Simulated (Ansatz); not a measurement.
# Collinear spin orders of cubic Laves GdRh2 in LDA: energies and a three-shell exchange model

Total energies of collinear spin orders of GdRh2 are calculated in LDA at fixed atomic positions, and each is given per Gd atom relative to the parallel order. Two things are asked: which order is lowest, and whether pair couplings over three shells of Gd neighbours reproduce the energies. Rare-earth Laves phases are studied for magnetic cooling at low temperature, where the strength of the coupling between the large 4f moments sets the working range. A pair model that holds for a few ordered cells can be carried over to disordered spins at finite temperature, which a small cell cannot represent directly. A positive energy means that the order lies above the parallel one, and a positive coupling favours parallel moments.

## How the numbers were made

One system, GdRh2 (cubic Laves, Fd-3m), 6 atom(s) a primitive cell, from cells of the Materials Project database (relaxed there by DFT). Ansatz 0.2.0, plane waves with default PAW datasets, cutoff 420 eV, Fermi-Dirac smearing of 0.1 eV, k meshes whose coarsest spacing along a reciprocal vector is 0.18 to 0.29 1/Å over all runs (2π included). Functional: LDA, no Hubbard U; collinear spins, no spin-orbit coupling. Atoms are fixed. Each order is started from typed moments on Gd, in the primitive cell or in a cell doubled at wavevector q (fractions of the primitive reciprocal vectors), on meshes of about the same density or denser; only runs that kept their pattern of signs are listed. Runs that did not converge or carry a known fault are not listed. The same in all rows: metal or insulator in the row's run, judged by its smearing entropy or density of states at the Fermi energy (a gap under a few smearing widths counts as a metal): metal.

Notes on method and selection:

- In a Heisenberg model with E = -sum over ordered pairs of J e_i.e_j, the energy per magnetic atom is E0 less the sum over shells of J times the listed sum; further shells and changes of moment size are outside it.
- Each state is what a run reaches from typed starting moments; only a few collinear orders were started, so the lowest found need not be the ground state. Spin-orbit coupling is left out of these energies, which are free energies at the smearing width. A magnetic atom is one that was given a starting moment.
- Site moments count the spin inside each program's own atomic sphere, so they depend somewhat on its radius and leave out the spin between the spheres.
- Ansatz's own search for a lower self-consistent state was switched off in these runs, so a run may rest in a state that is not the lowest for its pattern of moments.
- The shell on the horizontal axis is the one of the three whose sum correlates best with the energies.
- Runs that did not converge, have known faults or may not be shown are not listed, and runs on Ansatz's PAW sets soft_1 and soft_2 are kept to separate tables.

Columns:

- shell at 6.24 Å: sum of e_i.e_j over the 12 Gd neighbours at 6.24 Å, mean over magnetic atoms (+1 parallel, -1 opposed).
- shell at 3.26 Å: sum of e_i.e_j over the 4 Gd neighbours at 3.26 Å, mean over magnetic atoms (+1 parallel, -1 opposed).
- shell at 5.33 Å: sum of e_i.e_j over the 12 Gd neighbours at 5.33 Å, mean over magnetic atoms (+1 parallel, -1 opposed).
- moment (μB): largest site spin moment.
- net moment (μB): size of the net spin moment per magnetic atom.
- energy (meV): energy less that of the parallel order, per magnetic atom.

Input lines of one member:

```
magnetization:
  spin_polarized: true
kpoints:
  mp_grid: { grid: [8, 8, 8] }
hamiltonian:
  xc: lda
scf:
  occupations: { method: fermi_dirac, width: 0.1 }
  lower_state_search: "off"
output:
  write_density: true
  write_potential: true
  elf: true
  volumetric_format: npy
```

Command (options for logging and memory left out): `ansatz run input.yaml`

## Data

| member | shell at 6.24 Å | shell at 3.26 Å | shell at 5.33 Å | moment (μB) | net moment (μB) | energy (meV) |
| --- | --- | --- | --- | --- | --- | --- |
| opposed +- | −12 | −4 | 12 | 6.93 | 0.00 | 7.26 |
| opposed q=(0,0,1/2) +-+- | −6 | 2 | 0 | 6.94 | 0.00 | ? |
| opposed q=(0,1/2,1/2) +-+- | 0 | 0 | −4 | 6.93 | 0.00 | 5.31 |
| opposed q=(0,0,1/2) +--+ | 6 | −2 | 0 | 6.94 | 0.00 | 4.17 |
| parallel ++ | 12 | 4 | 12 | 6.96 | 6.98 | 0.00 |

Cells marked ? are withheld until the estimate has been made.

Least-squares fits to the members shown, with x = shell at 6.24 Å; R² and errors in the fitted variable (y, or ln y where the fit is in ln y):

| y | members | fit | R² | rms residual | leave-one-out rms | the same for the mean of the others |
| --- | --- | --- | --- | --- | --- | --- |
| energy (meV) | 4 | y = 4.600 − 0.2769 x | 0.86 | 1.0 | 2.7 | 3.5 |

## The trend and its physics

The parallel order is the lowest of the four whose energies are shown. The order with the two Gd sublattices opposed is the highest, at 7.26 meV. The site moment stays between 6.93 and 6.96 μB, so the energies mainly reflect how nearly rigid moments are arranged, which is the condition for a pair model. The half-filled 4f shells are too compact to overlap. Theory attributes their coupling to the conduction electrons, mostly Gd 5d and Rh 4d, which each 4f spin polarises.

The energy falls as the sum over the 6.24 Å shell rises, but not along a line. From −12 to 0 the slope is (5.31 − 7.26) / 12 = −0.16 meV per unit of the sum, and from 6 to 12 it is (0.00 − 4.17) / 6 = −0.70 meV. The leave-one-out error of the straight line, 2.7 meV, is not clearly below the 3.5 meV of the mean of the others, so this shell alone gives no usable rule.

With E = E0 − Σ J × (shell sum), the four energies fix four constants. Solving the four equations gives J(5.33 Å) = (5.31 − 7.26 / 2) / 16 = 0.105 meV, E0 = 5.31 − 4 × 0.105 = 4.89 meV, J(3.26 Å) = 7.26 / 16 − (4.89 − 4.17) / 4 = 0.274 meV and J(6.24 Å) = (7.26 / 8 − 0.274) / 3 = 0.211 meV. All three couplings favour parallel moments. The steep last step then follows from all three shells gaining together: 6 × 0.274 + 12 × 0.105 + 6 × 0.211 = 4.17 meV.

Four constants reproduce four energies whatever the physics, so this agreement is no test of the model; a fifth order provides one. The couplings also carry the error of the functional. LDA without a Hubbard U places the empty 4f states too close to the Fermi energy, which is known to disturb the exchange between Gd moments.

## Prediction

Plain estimates from the members shown:

- opposed q=(0,0,1/2) +-+-, fit at x = −6: 6.26 meV
- opposed q=(0,0,1/2) +-+-, straight-line interpolation between opposed +- and opposed q=(0,1/2,1/2) +-+-: w = (−6 − (−12)) / (0 − (−12)) = 0.500, so 7.26 + 0.500 × (5.31 − 7.26) = 6.29 meV

The three-shell model is preferred to the two plain estimates, 6.26 and 6.29 meV, because these follow the 6.24 Å shell only. The interpolation implies sums of −2 at 3.26 Å and 4 at 5.33 Å, whereas the withheld order has 2 and 0. Correcting for this gives 6.29 − 4 × 0.274 + 4 × 0.105 = 5.61 meV.

The same value follows from symmetry. The two orders with q=(0,0,1/2) differ by reversing one Gd sublattice, which changes the sign of every coupling between sublattices and leaves those within a sublattice alone. Their mean is therefore E0 in this model, and 2 × 4.89 − 4.17 = 5.61 meV.

No shown member is left over to try the route on, so the error must come from what the model omits. The next shell within a sublattice lies at √2 × 5.33 = 7.54 Å. Its six neighbours are all parallel in the three orders that fix E0 and all opposed in both q=(0,0,1/2) orders, so a coupling J there shifts the estimate by 24 J. If the coupling at 5.33 Å decays as the inverse cube of distance, as conduction-electron exchange roughly does, J is about 0.105 × (5.33 / 7.54)³ = 0.037 meV and the shift is 24 × 0.037 = 0.9 meV. Its sign is unknown because such exchange oscillates, so it enters as the error bar, rounded up to 1.0 meV.

**Committed estimate, opposed q=(0,0,1/2) +-+-: energy = 5.6 ± 1.0 meV.**

## The answer

| member | shell at 6.24 Å | shell at 3.26 Å | shell at 5.33 Å | moment (μB) | net moment (μB) | energy (meV) |
| --- | --- | --- | --- | --- | --- | --- |
| opposed q=(0,0,1/2) +-+- | −6 | 2 | 0 | 6.94 | 0.00 | 5.81 |

| member | estimate | energy (meV) | computed | estimate − computed | miss in error bars |
| --- | --- | --- | --- | --- | --- |
| opposed q=(0,0,1/2) +-+- | committed | 5.60 | 5.81 | −0.21 | 0.2 |
| opposed q=(0,0,1/2) +-+- | fit | 6.26 | 5.81 | +0.45 |  |
| opposed q=(0,0,1/2) +-+- | interpolation | 6.29 | 5.81 | +0.48 |  |

The estimate of 5.6 meV lies 0.21 meV below the computed 5.81 meV, well inside its error bar of 1.0 meV. The fit and the interpolation were 0.45 and 0.48 meV too high. Correcting the interpolation for the other two shells was therefore right in sign but too large: it took off 6.29 − 5.61 = 0.68 meV, where 0.48 meV was needed.

The symmetry argument held: the two q=(0,0,1/2) orders average (5.81 + 4.17) / 2 = 4.99 meV, against E0 = 4.89 meV from the other three orders. The inverse-cube guess for the next shell was probably too large. If that shell alone caused the miss, its coupling would be 0.20 / 24 = 0.008 meV, not 0.037 meV. A miss this small may equally come from other terms the model omits or from the finite density of the k meshes.

The test covers less than the whole model. In the average, all couplings between the two Gd sublattices cancel, so only E0 and the coupling at 5.33 Å are checked. The couplings at 3.26 and 6.24 Å are still fixed by two energy differences, with none left over to test them.

## Exceptions

Least-squares fits to the whole series, with x = shell at 6.24 Å; R² and errors in the fitted variable (y, or ln y where the fit is in ln y):

| y | members | fit | R² | rms residual | leave-one-out rms | the same for the mean of the others |
| --- | --- | --- | --- | --- | --- | --- |
| energy (meV) | 5 | y = 4.510 − 0.2693 x | 0.86 | 0.92 | 1.8 | 3.1 |

Largest departures from the fit to the whole series:

| member | energy (meV) | fit | computed − fit | in rms residuals |
| --- | --- | --- | --- | --- |
| parallel ++ | 0.00 | 1.28 | −1.28 | 1.4 |
| opposed q=(0,0,1/2) +--+ | 4.17 | 2.89 | +1.28 | 1.4 |
| opposed q=(0,1/2,1/2) +-+- | 5.31 | 4.51 | +0.80 | 0.9 |
| opposed +- | 7.26 | 7.74 | −0.48 | 0.5 |

The parallel order lies 1.28 meV below the line and the +--+ order 1.28 meV above it, each only 1.4 rms residuals away. Both departures are what the line should show when it follows the 6.24 Å shell alone.

From +--+ to parallel, the sum at 3.26 Å rises by 6 and that at 5.33 Å by 12. With the couplings from the first four orders this lowers the energy by 6 × 0.274 + 12 × 0.105 = 2.90 meV. The line recovers a little of it, because its slope of 0.2693 meV is steeper than the coupling of 0.211 meV: 6 × (0.2693 − 0.211) = 0.35 meV. The remaining 2.90 − 0.35 = 2.55 meV is, within rounding, the 1.28 + 1.28 = 2.56 meV between the two departures, as it must be, since both orders were used to fix the couplings.

The q=(0,1/2,1/2) order, 0.80 meV above the line, has the only negative sum at 5.33 Å, where the coupling favours parallel moments.

Rhodium's small moment, opposed to gadolinium in the parallel order, also changes with the order. The part of its energy that follows linear response acts as a coupling between Gd pairs and, within the three shells, is already contained in the fitted constants.

## Conclusions and limits

Of the five collinear orders, the parallel one is lowest, 4.17 meV per Gd atom below the next. Three shells account for the energies well, but with four constants for five orders the evidence is one successful prediction, good to about 0.2 meV.

In the model, E0 is the energy of fully disordered moments above the parallel order. For classical moments, mean-field theory gives a Curie temperature of 2 × E0 / (3 k). With k ≈ 0.086 meV/K this is 2 × 4.89 / (3 × 0.086) = 38 K. Treating the Gd spin of 7/2 as quantum multiplies it by 9/7, to about 49 K, while the fluctuations that mean-field theory neglects lower it.

An important omission is the Hubbard U on Gd 4f. In gadolinium metal, LDA's empty 4f states wrongly favour opposed moments. If the same holds here, a U would widen the lead of the parallel order, by an amount that these energies cannot give.

[Logs are printed without paths, hosts, clocks, repeated set-up lines and the standing remarks that a program may print on its own settings, such as how far it seeks lower states.]
